Gallium arsenide is chosen for lasers and fast transistors because of the shape of its bands, and a coarse list of levels already holds much of that shape. The seven points below are wave vectors $k$, each given by three coordinates along the reciprocal cell vectors. "Level under 1" is the highest filled level at a point and "level over 1" the first empty one. All energies count from the top of the valence band, so they can be compared from row to row.

Kohn–Sham levels of GaAs (F-43m, 2-atom cell) at points of a 7×7×7 k mesh, computed with ABACUS 3.10.1 using PBE, a DZP basis of numerical atomic orbitals and PseudoDojo NC SR 0.5 PBE stringent pseudopotentials. Fermi–Dirac smearing is 0.05 eV wide, without spin polarisation or spin–orbit coupling. Energies are relative to the valence-band top.

```csv
point a (reciprocal cell vector),point b (reciprocal cell vector),point c (reciprocal cell vector),level point (row),level under 4 (eV),level under 3 (eV),level under 2 (eV),level under 1 (eV),level over 1 (eV)
0.0000,0.0000,0.0000,1,-12.739,0.000,0.000,0.000,0.567
0.1429,0.1429,0.1429,2,-12.504,-2.286,-0.295,-0.295,1.677
0.4286,0.4286,0.4286,3,-11.128,-6.383,-1.105,-1.105,1.070
0.2857,0.1429,0.1429,4,-12.131,-3.580,-1.670,-0.371,2.470
0.2857,0.2857,0.0000,5,-11.559,-4.662,-1.939,-1.939,1.824
-0.4286,0.2857,0.2857,6,-10.776,-6.097,-3.724,-1.546,2.620
-0.4286,0.4286,0.1429,7,-10.402,-6.500,-3.256,-2.848,2.917
```

Points 2 and 3 lie on the line from the zone centre to L, point 5 on the line to X, and points 4 and 6 on the line to K. Point 7 lies near the zone face, between X and W. The program's output after this text gives these positions in Cartesian form, with the differences and ratios used here.

### 1. Where are the band edges?

Both are at point 1, the zone centre. The highest filled level there is the zero of the table, and the first empty level, at 0.567 eV, is the lowest of all seven. The full k mesh of the run gives the same smallest gap, so the calculated gap is direct: an electron can cross it by absorbing or emitting light without a change of $k$. This is why the material emits light well.

### 2. Why do three levels coincide at the centre, and only two at points 2, 3 and 5?

The top of the valence band is built mainly from the three p orbitals of arsenic. At the centre the crystal treats the three directions alike, so their energies are equal. A wave vector along the line to L or X singles out one direction. The p orbital along $k$ then goes its own way, while the two across $k$ stay equivalent and remain a pair.

On the line to K the two directions across $k$ differ as well. At point 4 the three levels are accordingly all separate. A coinciding pair is thus a quick sign that a point may lie on a line to L or X, but its absence does not rule out a line of lower symmetry, such as the one to K.

### 3. Why does the single level fall so much further than the pair?

At point 2 the single level has dropped by 2.286 eV and the pair by only 0.295 eV. The main reason lies in what each p orbital sees of the s orbitals on the neighbouring gallium atoms.

A straight chain of atoms shows the principle. At $k=0$ all s orbitals have the same phase, so a p orbital pointing along the chain meets its left neighbour with one sign and its right neighbour with the other, and the two contributions cancel. Once $k$ differs from zero, the neighbours differ in phase and the cancellation fails. The p orbital then mixes with the s orbitals and, lying below the s-like empty level, is pushed down. A p orbital across the chain has no net overlap with s at any $k$.

The four gallium neighbours of each arsenic atom act in the same way on the lines to L and X: only the p orbital along $k$ can mix with s. The chain gives the selection rule but not the sizes, which depend on the tetrahedral bonds. If the two levels did nothing but repel each other, the empty one would rise by as much as the filled one falls. It rises by 1.110 eV, about half as much, so more than this one repulsion is at work.

### 4. Why does the first empty level rise and then come down again?

Between points 1 and 2 it is pushed up by the p level beneath it, the counterpart of the fall just described. It also mixes with empty p-like levels above it, which push it down, and towards L this second push gains the upper hand. That is the standard explanation; the energies show the outcome but do not separate the two pushes. The outcome is a second valley towards L, and at point 3 the level is only 0.503 eV above its value at the centre.

This valley matters in devices, because electrons heated by a strong field can scatter into it, where they are heavier and slower. Light alone does not lift an electron from the valence top, at the centre, into this valley, because $k$ would have to change. At point 3 itself, the step from the highest filled to the first empty level costs 2.175 eV. For transport, compare the heights of the valleys; for absorption, compare levels within one row.

### 5. Can the electron's effective mass be read from points 1 and 2?

A free electron provides the yardstick. Its energy is $E=\hbar^2k^2/2m$, where $m$ is the electron mass and $\hbar^2/2m$ is 3.81 eV Å². With the cubic lattice constant $a=5.654$ Å, the step from point 1 to point 2 has the length

$$k=\frac{\sqrt{3}}{7}\,\frac{2\pi}{a}=0.275\ \text{Å}^{-1},$$

$$E=3.81\times0.275^2\approx0.288\ \text{eV}.$$

The computed level rises by 1.110 eV, nearly four times as much. A parabola through the two points therefore gives a mass of $0.288/1.110\approx0.26$ electron masses.

The measured mass at the bottom of the band is roughly 0.07, a recalled value. If it held over the whole step, the level would have to rise by about 4 eV. The parabola is what fails here: the band starts steeply, bends over, and by point 3 has already turned down. The value 0.26 is an average over a long step. For a band-edge mass, compute levels at several points much closer to the centre and check that the result no longer depends on the spacing. Even then, expect PBE to give a mass below the measured one: its gap is too small, so the filled p level lies too close beneath the empty level and pushes it up too steeply.

The same yardstick helps with the second valley. The way left from point 3 to L is half as long as the step above, so a free electron's energy over it is a quarter as large, about 0.07 eV. Electrons in the L valley are known to be heavier than free ones along this direction, so its bottom should lie below point 3 by less than that. The centre remains the lower valley, but a calculation at L itself is needed for an exact separation.

### 6. What would change in the two lowest listed levels if both atoms were germanium?

The lowest listed level is mainly the s orbital of arsenic. Its distance to the next level shrinks from 12.739 eV at the centre to 3.902 eV at point 7, the smallest value in the table. In germanium, where both atoms are the same, these two levels meet on the line from X to W, because neither atom is favoured. In gallium arsenide the s orbital of arsenic lies deeper than that of gallium, and the levels stay apart.

Point 7 is close to that line but not on it, so part of its 3.902 eV would remain even with equal atoms. To compare the polarity of compounds, take this distance at X itself.

### 7. Which digits can be trusted, and what would a better setting change?

The third decimal of the gap belongs to this particular setup. Measurement gives roughly 1.5 eV, again a recalled value, so the computed 0.567 eV is less than two fifths of it. The main cause is well known: a difference between PBE levels is not the energy needed to remove an electron from the crystal and add one elsewhere, and it usually comes out too small.

Two obvious refinements would make the gap smaller still. Spin–orbit coupling splits the threefold top by roughly 0.34 eV and raises its upper part by a third of that, which would leave a gap of about 0.45 eV. Relaxing the cell with PBE would expand it, since the calculation finds it under a pressure of about 4 GPa, and expansion is known to narrow this gap. Agreement with experiment therefore has to come from a better treatment of the electrons, such as a hybrid functional or a GW calculation, with spin–orbit coupling included.

The effect of the home-made orbital basis has not been tested, and empty levels are usually the most exposed to it. A larger basis or plane waves would test this, but would not cure PBE's own error, which differs between the centre and L. Before valley heights go into a device model, compute both of these points with one of the better methods as well. The pairing of levels is safer, because symmetry fixes it as long as spin–orbit coupling is left out.

The analysis program printed:

```
Folded position in units of 2 pi over a and level distances in eV:
      row      kx      ky      kz  vertical gap  lowest to next level
      0.0       0       0       0         0.567                 12.74
   0.1429  0.1429  0.1429  0.1429         1.972                 10.22
   0.4286  0.4286  0.4286  0.4286         2.175                 4.745
   0.2857  0.0001  0.2857  0.2857         2.841                 8.551
   0.2857       0       0  0.5714         3.763                 6.897
  -0.4286       0  0.5714  0.5714         4.166                 4.679
  -0.4286  0.0001  0.2857  0.8571         5.765                 3.902
Points whose two highest filled levels coincide: 4
First empty level, rise from point 1 to point 2, eV: 1.11
First empty level, drop from point 2 to point 3, eV: 0.607
First empty level, point 3 above point 1, eV: 0.503
Fall of single level over fall of pair, point 2: 7.749
Fall of single level over fall of pair, point 3: 5.776
Fall of single level over rise of first empty level, point 1 to 2: 2.059
Spread of lowest listed level over the points, eV: 2.337
Cubic lattice constant, A: 5.654
Free-electron energy for the step from point 1 to 2, eV: 0.2881
Rise of first empty level over free-electron energy: 3.853
Average mass from this step, electron masses: 0.2595
Free-electron energy for the way from point 3 to L, eV: 0.07202
Rise expected if a mass of 0.07 held over the whole step, eV: 4.115
Rise of valence top by spin-orbit coupling, rough, eV: 0.1133
Gap after this shift, rough, eV: 0.4537
Computed gap as percentage of rough measured gap: 37.8
```
